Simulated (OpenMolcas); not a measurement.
CH7NSn: a line through the functionals

CH7NSn has 10 atoms, charge 0, and is taken as a singlet. As SMILES, `C[NH][SnH3]`. The shape is that of a PBE0-D4/def2-TZVP optimisation.

The HOMO–LUMO gap y, in eV, basis def2-SVP with a core potential; a is the functional's share of exact exchange. Programs: OpenMolcas 26.06.

| functional | program | a | y (eV) |
| --- | --- | --- | --- |
| BLYP | OpenMolcas | 0 | 4.43 |
| PBE | OpenMolcas | 0 | 4.47 |
| B3LYP | OpenMolcas | 0.2 | ? |
| PBE0 | OpenMolcas | 0.25 | 6.68 |
| BHLYP | OpenMolcas | 0.5 | 8.77 |

Q: Fit y = c + s·a to the known rows and predict B3LYP.

A: 
1. Means of the 4 rows: a = 0.1875, y = 6.087.
2. Σ(Δa)² = 0.17188, Σ(Δa·Δy) = 1.4894, so the slope is 1.4894/0.17188 = 8.6653.
3. Intercept: 6.087 − (8.6653) × 0.1875 = 4.462. The largest residual of the fit is 0.052.
4. B3LYP: 4.462 + (8.6653) × 0.2 = 6.20 eV.

The run gave 6.19 eV, so the prediction is off by +0.01 eV, within the largest residual. Exact exchange lowers occupied levels and raises empty ones.

The gap widens from 4.43 eV with BLYP to 8.77 eV with BHLYP, and the share of exact exchange accounts for nearly all of it. BLYP and PBE almost coincide, and B3LYP falls on the line, so the choice of semilocal exchange and correlation matters little here. In a semilocal functional, occupied and empty orbitals feel the same local potential. Nonlocal exchange instead stabilises an occupied orbital through its own exchange term, while an empty orbital feels the repulsion of all the electrons without that compensation. The near-linear response suggests that the frontier orbitals keep their shape as exchange is mixed in. The HOMO is probably mainly the nitrogen lone pair, and the LUMO an antibonding combination with much tin character. In so small a saturated molecule the empty level may well be unbound, and its position then depends on the lack of diffuse functions in the basis. The good interpolation shows that the gap is predictable between functionals, not which exchange fraction best reproduces the fundamental gap.
